Dear colleague,

An indium contact on insulating CdS holds a cloud of electrons in front of it even at zero bias, and that cloud is the reservoir from which your space-charge-limited currents are drawn. Its profile follows in closed form from two equations. Its tail does not depend on how good the contact is.

## Premises and conventions

The metal fills $x<0$ and the crystal $x>0$. Here $q>0$ is the elementary charge, electrons carry $-q$, $\phi$ is the electrostatic potential with $\phi(0)=0$, the field is $E=-d\phi/dx$, and $\varepsilon=\varepsilon_r\varepsilon_0$ is the static permittivity normal to the contact. The static value enters because in equilibrium the lattice has relaxed around the charge. Formulas are in SI; numbers are in nm, cm$^{-3}$, kV/cm and eV.

1. The contact is planar and wide, so everything depends on $x$ alone.
2. Free electrons are the only charge in the crystal: no holes, no ionised dopants, no traps.
3. The electrons are nondegenerate and classical, so $D=\mu kT/q$.
4. Each electron feels only the mean potential given by Poisson's equation.
5. The contact fixes $n(0)=n_0$. For an intimate contact whose Fermi level lies $\Phi_B$ below the band edge, $n_0=N_c e^{-\Phi_B/kT}$, with $N_c=2(2\pi m^*kT/h^2)^{3/2}$.
6. No current flows, the crystal is semi-infinite, and metal plus crystal are neutral as a whole.

## Step 1: zero current gives the Boltzmann relation

The electron current density is drift plus diffusion,

$$J=q\mu nE+qD\frac{dn}{dx}=\mu\left(qnE+kT\frac{dn}{dx}\right).$$

Setting $J=0$, the mobility cancels, and dividing by $nkT$ gives $d\ln n/dx=-qE/kT=(q/kT)\,d\phi/dx$. Integrating from the contact with premise 5,

$$n(x)=n_0e^{\psi(x)},\qquad \psi\equiv\frac{q\phi}{kT}.\tag{1}$$

This is the statement that the Fermi level is flat while the band edge $E_c(x)=E_c(0)-q\phi(x)$ moves relative to it. No transport parameter survives.

## Step 2: Poisson's equation and the length scale

By premise 2 the charge density is $-qn$, so $d^2\phi/dx^2=qn/\varepsilon$. Multiplying by $q/kT$ and inserting (1),

$$\psi''=\frac{q^2n_0}{\varepsilon kT}\,e^{\psi}=\frac{2}{x_0^2}\,e^{\psi},\qquad x_0\equiv\sqrt{\frac{2\varepsilon kT}{q^2n_0}}.\tag{2}$$

So $x_0=\sqrt2\,L_D$, where $L_D=\sqrt{\varepsilon kT/q^2n_0}$ is the Debye length at the contact density. It helps to name the combination that is free of $n_0$,

$$K\equiv n_0x_0^2=\frac{2\varepsilon kT}{q^2},$$

an inverse length fixed by permittivity and temperature.

## Step 3: first integral

Equation (2) has no explicit $x$. Multiply it by $2\psi'$: the left side is $d(\psi'^2)/dx$ and the right side is $(4/x_0^2)\,d(e^\psi)/dx$. Hence

$$\psi'^2=\frac{4}{x_0^2}e^{\psi}+C.\tag{3}$$

## Step 4: the constant and the sign

Apply Gauss's law to a box reaching from inside the metal, where the field vanishes, to depth $x$. As $x\to\infty$ the box holds all the charge, which sums to zero by premise 6. Therefore $E\to0$ and $\psi'\to0$.

By (2), $\psi''>0$ everywhere, so $\psi'$ increases. A function that increases towards zero is negative: $\psi'<0$, and $\psi$ and $n$ fall monotonically. Integrating (2) over the half-line gives $(2/x_0^2)\int_0^\infty e^\psi dx=-\psi'(0)$, which is finite. A positive decreasing function with a finite integral tends to zero, so $e^\psi\to0$. Both variable terms of (3) vanish at infinity, which forces $C=0$, and the negative root applies:

$$\psi'=-\frac{2}{x_0}e^{\psi/2}.\tag{4}$$

Squaring (4) and restoring units with $E=-(kT/q)\psi'$ gives $\tfrac12\varepsilon E^2=nkT$ at every depth: the kinetic pressure of the electron gas is balanced by the Maxwell stress that pulls it back to the metal.

## Step 5: second integration

From (4), $\dfrac{d}{dx}e^{-\psi/2}=-\tfrac12\psi'e^{-\psi/2}=\dfrac1{x_0}$. With $\psi(0)=0$ this gives $e^{-\psi/2}=1+x/x_0$. Then

$$\phi(x)=-\frac{2kT}{q}\ln\left(1+\frac{x}{x_0}\right),\tag{5}$$

$$n(x)=\frac{n_0}{(1+x/x_0)^2}=\frac{K}{(x+x_0)^2},\tag{6}$$

$$E(x)=-\frac{d\phi}{dx}=\frac{2kT}{q\,(x+x_0)}.\tag{7}$$

As a test, $dE/dx=-2kT/[q(x+x_0)^2]$, and $-qn/\varepsilon=-qK/[\varepsilon(x+x_0)^2]$ is the same expression. The field points from the metal, left positive, into the crystal, and the force $-qE$ draws the electrons back. The band edge rises as $E_c(x)-E_c(0)=2kT\ln(1+x/x_0)$. For holes the signs of $\phi$ and $E$ reverse and the magnitudes stand.

## Step 6: sheet charge

Integrating (6), the number of electrons per area within depth $x$ is

$$\int_0^x n\,dx'=K\left(\frac1{x_0}-\frac1{x+x_0}\right)=n_0x_0\,\frac{x}{x+x_0}.$$

The total is $N_s=n_0x_0=K/x_0$, and the crystal carries $-\sigma$ per area with

$$\sigma=qn_0x_0=\frac{2\varepsilon kT}{qx_0}=\sqrt{2\varepsilon kTn_0}=\varepsilon E(0),\tag{8}$$

balanced by $+\sigma$ on the metal, as Gauss's law at the surface demands. Half the charge lies within $x_0$, where the density has fallen to $n_0/4$. The median depth is therefore $x_0$. The mean depth does not exist, since $\int xn\,dx$ grows logarithmically.

## Step 7: the tail

Expanding (6) for $x\gg x_0$,

$$n=\frac{K}{x^2}\left(1-\frac{2x_0}{x}+\dots\right)\;\longrightarrow\;\frac{2\varepsilon kT}{q^2x^2},\qquad E\to\frac{2kT}{qx}.\tag{9}$$

The reason $n_0$ drops out is visible in (6). Every solution with $C=0$ is the single curve $K/s^2$, $s=x+x_0$, and the contact only chooses where on it the crystal begins. A better contact adds electrons close to the metal, and these screen the extra positive charge on it. Equation (6) also gives the bound $n(x)<K/x^2$ for every $n_0$. The approach is slow, the relative deficit being $2x_0/x$.

The decay is a power law because the screening length is set by the local density: $\sqrt{\varepsilon kT/q^2n(x)}=(x+x_0)/\sqrt2$. With no background density there is no fixed length to give an exponential, and the potential (5) never levels off.

## Numbers for indium on CdS at 300 K

The inputs are $\varepsilon_r=8.42$ (compiled value, Rakita 2019, direction not given), a typical electron mass $m^*\approx0.21\,m_e$, and an assumed contact density $n_0=5\times10^{16}$ cm$^{-3}$. Then $kT=25.85$ meV, $\varepsilon=7.455\times10^{-13}$ F/cm and $N_c=2.41\times10^{18}$ cm$^{-3}$, so the assumed $n_0$ corresponds to $\Phi_B=kT\ln(N_c/n_0)=0.10$ eV. That is an illustrative low barrier and no determination of the In/CdS offset. I keep a third figure in the intermediate quantities and two in the results.

$K=2.41\times10^5$ cm$^{-1}$, $x_0=\sqrt{K/n_0}=21.9$ nm and $L_D=15.5$ nm. The model's field at the contact is $E(0)=24$ kV/cm, its sheet density $N_s=1.1\times10^{11}$ cm$^{-2}$, and $\sigma=18$ nC/cm$^2$.

| $x$ (nm) | $n$ (cm$^{-3}$) | $E$ (kV/cm) | band rise (eV) | charge within $x$ |
|---|---|---|---|---|
| 30 | $8.9\times10^{15}$ | 10 | 0.045 | 0.58 |
| 100 | $1.6\times10^{15}$ | 4.2 | 0.089 | 0.82 |
| 1000 | $2.3\times10^{13}$ | 0.51 | 0.20 | 0.98 |

In the tail the band edge climbs $2kT\ln10=0.12$ eV per decade of depth. The limiting form (9) gives $2.4\times10^{15}$ cm$^{-3}$ at 100 nm, still well above the table, and $2.4\times10^{13}$ cm$^{-3}$ at 1 µm.

Now vary the poorly known input. For $n_0=5\times10^{15}$ cm$^{-3}$, $x_0=69$ nm, $N_s=3.5\times10^{10}$ cm$^{-2}$ and $n(1\,\mu\mathrm m)=2.1\times10^{13}$ cm$^{-3}$. For $n_0=5\times10^{17}$ cm$^{-3}$, $x_0=6.9$ nm, $N_s=3.5\times10^{11}$ cm$^{-2}$ and $n(1\,\mu\mathrm m)=2.4\times10^{13}$ cm$^{-3}$. A factor of a hundred in $n_0$ changes the sheet charge tenfold and barely moves the density at a micrometre. The wurtzite permittivity depends on direction; a 10 % change in $\varepsilon$ would shift $K$ by 10 % and $x_0$ by 5 %.

## Range of validity

**What plays the part of $n_0$.** If indium has diffused in as a donor, the reservoir is an $n^+$ layer. Take an abrupt, thick, nondegenerate layer of ionised density $N_D$. There $\phi''=q(n-N_D)/\varepsilon$, and the method of Step 3, with $E=0$ where $n=N_D$, gives $\tfrac12\varepsilon E^2=kT[n-N_D-N_D\ln(n/N_D)]$. On the undoped side $\tfrac12\varepsilon E^2=nkT$. Continuity of $E$ and $n$ at the junction requires $1+\ln(n_0/N_D)=0$, so $n_0=N_D/e$ with $e$ the base of natural logarithms, and (5) to (9) hold with $x$ counted from the edge of the doping. This is also the spill-over from doped into undoped silicon. With a typical $\varepsilon_r\approx11.7$ and an assumed $N_D=10^{17}$ cm$^{-3}$, the model gives $n_0=3.7\times10^{16}$ cm$^{-3}$, $x_0=30$ nm and $n=3.1\times10^{14}$ cm$^{-3}$ at 300 nm, valid if the residual doping is far below that.

**Degeneracy.** With Fermi–Dirac statistics $n=N_c\mathcal F_{1/2}(\eta)$, $\eta=(E_F-E_c)/kT$, where the integrals are normalised so that $\mathcal F_j\to e^\eta$ for $\eta\to-\infty$ and $d\mathcal F_{3/2}/d\eta=\mathcal F_{1/2}$. The first integral becomes $\tfrac12\varepsilon E^2=kTN_c\mathcal F_{3/2}(\eta)$. From $\mathcal F_j\approx e^\eta-e^{2\eta}/2^{j+1}$, the field at given $n_0$ exceeds (7) by the fraction $n_0/(2^{7/2}N_c)$. For $n_0/N_c=0.021$ that is 0.2 %. Even at $\Phi_B=0$, where $\mathcal F_{1/2}=0.765$ and $\mathcal F_{3/2}=0.867$, the factor on $E(0)$ and $\sigma$ is only 1.06. The tail is nondegenerate and (9) is untouched.

**Quantum effects.** The leading Wigner–Kirkwood correction multiplies the classical density in a smooth potential energy $U$ by $1-\hbar^2U''/[12m^*(kT)^2]+\hbar^2U'^2/[24m^*(kT)^3]$. With $U=2kT\ln(s/x_0)$ one has $U'=2kT/s$ and $U''=-2kT/s^2$, and the correction is $\hbar^2/(3m^*kTs^2)=\tfrac23\lambda^2/s^2$ with $\lambda=\hbar/\sqrt{2m^*kT}=2.6$ nm. At $s=x_0$ this is 1.0 %. Within a few $\lambda$ of the interface the abrupt step is no smooth potential, and the density there depends on how the wavefunctions match to the metal. Read $n_0$ as the value extrapolated from beyond that zone.

**Image force and correlation.** This is the largest correction near the contact. Its scale is the length $l_B=q^2/(4\pi\varepsilon kT)=6.6$ nm, related to the tail by $K=1/(2\pi l_B)$. A lone electron has image energy $-q^2/(16\pi\varepsilon x)=-kT\,l_B/4x$, which reaches $kT$ in magnitude at 1.7 nm (2.6 nm if the compiled high-frequency constant 5.3, Rakita 2019, is used as the extreme case) and is $0.075\,kT$ at $x_0$. Each electron also repels its neighbours and sits in a correlation hole. The Debye–Hückel energy $-kT\,l_B/2L_D$, taken with the local screening length $s/\sqrt2$, is $-kT\,a/s$ with $a=l_B/\sqrt2$, or $-0.21\,kT$ at the contact. This is an estimate, since the density varies on the screening length itself, and the image is screened by the same cloud, so the two terms do not simply add. To see what such a term does, write $\ln(n/n_0)=\psi+a/s$, so that $(\ln n)''=2n/K+2a/s^3$, and set $n=(K/s^2)(1+\delta)$. To first order $\delta''-2\delta/s^2=2a/s^3$. The homogeneous solutions are $s^2$, which is excluded, and $1/s$. The solution with $\delta=a/x_0$ at the contact, where $\psi=0$, is

$$\delta=\frac as\left[1-\frac23\ln\frac{s}{x_0}\right].$$

It is $+21$ % at the contact and $-0.7$ % at 1 µm, and $\int(K/s^2)\,\delta\,ds=Ka/3x_0^2$ raises the sheet charge by $a/3x_0=7$ %. Mean field thus needs $l_B\ll x_0$. Here $l_B/x_0=0.30$: the density within $x_0$ is good to about a fifth, the sheet charge to about a tenth, and the tail much better. At $n_0=5\times10^{17}$ cm$^{-3}$ the ratio is 0.95 and only the tail deserves trust.

**Holes.** With the compiled gap of 2.482 eV (Abedi 2022), even a generous $\sqrt{N_cN_v}=10^{20}$ cm$^{-3}$ gives $n_i=\sqrt{N_cN_v}\,e^{-E_g/2kT}=0.14$ cm$^{-3}$, which the tail reaches only at $\sqrt{K/n_i}=13$ m. Holes are irrelevant.

**Finite thickness.** Here $C\ne0$ in (3). For $C=-4k^2$, differentiation confirms that $n=Kk^2/\sin^2[k(x+x_1)]$ satisfies $(\ln n)''=2n/K$, which is (2), with $x_1$ fixed by $n(0)=n_0$. The field vanishes where $k(x+x_1)=\pi/2$. This describes a slab with a field-free far face at $x=L$, or half of a slab of thickness $2L$ between identical contacts. For $L\gg x_0$, $x_1\approx x_0$ and $k\approx\pi/2L$. Since $y^2/\sin^2y=1+y^2/3+\dots$, the density exceeds $K/x^2$ by the fraction $\pi^2x^2/12L^2$ at first; the full factor is 1.10 at $x=L/3$ and $\pi^2/4=2.47$ at $x=L$. For $C=4\kappa^2>0$ the sine becomes $\sinh[\kappa(x+x_1)]$ with prefactor $K\kappa^2$. A residual field $2\kappa kT/q$, ending on negative charge at a blocking far electrode, then cuts the tail off exponentially beyond $1/\kappa$. Equation (6) needs $x\ll L$ and no such field comparable with (7).

**Small currents.** The drift and diffusion currents that cancel in equilibrium each have magnitude $\mu kT|dn/dx|=4\varepsilon\mu(kT/q)^2/s^3$. The profile survives under bias where this far exceeds $J$, that is for $s\ll x_m\equiv[4\varepsilon\mu(kT/q)^2/J]^{1/3}$. Near $x_m$ the field changes sign; this is the virtual cathode. Beyond it drift dominates, $J=\varepsilon\mu|E|\,d|E|/dx$ gives $E^2=2Jx/\varepsilon\mu$, and integrating $|E|$ to the anode at $L$ yields the Mott–Gurney law $J=\tfrac98\varepsilon\mu V^2/L^3$. Then $x_m/L=(32/9)^{1/3}(kT/qV)^{2/3}$, an order-of-magnitude estimate equal to 0.029 at 10 V. The contact stays a reservoir while $x_m\gg x_0$.

**Traps.** This premise fails first. Take a level of density $N_t$, neutral when empty, at depth $\Delta$ below $E_c$, with unit degeneracy factor. Its filling is $n_t=N_tn/(n+n_1)$, $n_1=N_ce^{-\Delta/kT}$. Adding $n_t$ to the source in (2), and using $dn=n\,d\psi$ so that $\int n_t\,d\psi=N_t\ln(1+n/n_1)$, Step 3 gives

$$\tfrac12\varepsilon E^2=kT\left[n+N_t\ln(1+n/n_1)\right].\tag{10}$$

Where $n\ll n_1$ the bracket is $n/\theta$ with $\theta=n_1/(n_1+N_t)$, so the total density follows $K/x^2$ and the free part is only $\theta K/x^2$. Where $n\gg n_1$ the traps are full, and they are negligible only while $n\gg N_t\ln(n/n_1)$. With $u=\ln(n_0/n)$, for which $du/dx=qE/kT$, (10) gives the depth at which the free density has fallen to $n$:

$$x=\frac{x_0}{2}\int_0^{\ln(n_0/n)}\frac{du}{\sqrt{e^{-u}+(N_t/n_0)\ln(1+n_0e^{-u}/n_1)}}.\tag{11}$$

Assume for illustration $N_t=10^{15}$ cm$^{-3}$ and $\Delta=0.40$ eV. Then $n_1=4.6\times10^{11}$ cm$^{-3}$, $\theta=4.6\times10^{-4}$ and $\ln(1+n_0/n_1)=11.6$. The field at the contact and the total sheet charge rise by the modest factor 1.11. The trap-free density already equals $N_t$ at $x+x_0=\sqrt{K/N_t}=0.16$ µm, so the tail changes entirely. By (11) the free density reaches $n_1$ at 0.42 µm, where the trap-free profile needs 7.2 µm, and at 1 µm it is $2.2\times10^{10}$ cm$^{-3}$, smaller than the table's entry by a factor $1.0\times10^3$.

All these numbers belong to the model. As typical knowledge and no measurement, insulating CdS owes its resistivity to compensating centres and commonly holds traps at $10^{14}$ to $10^{16}$ cm$^{-3}$ or above, and since the work of Smith and Rose (1955) its steady injected currents at low voltage have been known to lie orders of magnitude below the trap-free law. For such a crystal the trap-free layer describes the first few tens of nanometres, where $n\gg N_t\ln(n/n_1)$ can hold; it underestimates the sheet charge moderately and overestimates the free density at micrometre depth by orders of magnitude. Within mean field, $2\varepsilon kT/q^2x^2$ remains an upper bound on the free electrons that the contact can place at depth $x$, because (10) makes the field at any given free density larger and the decay faster.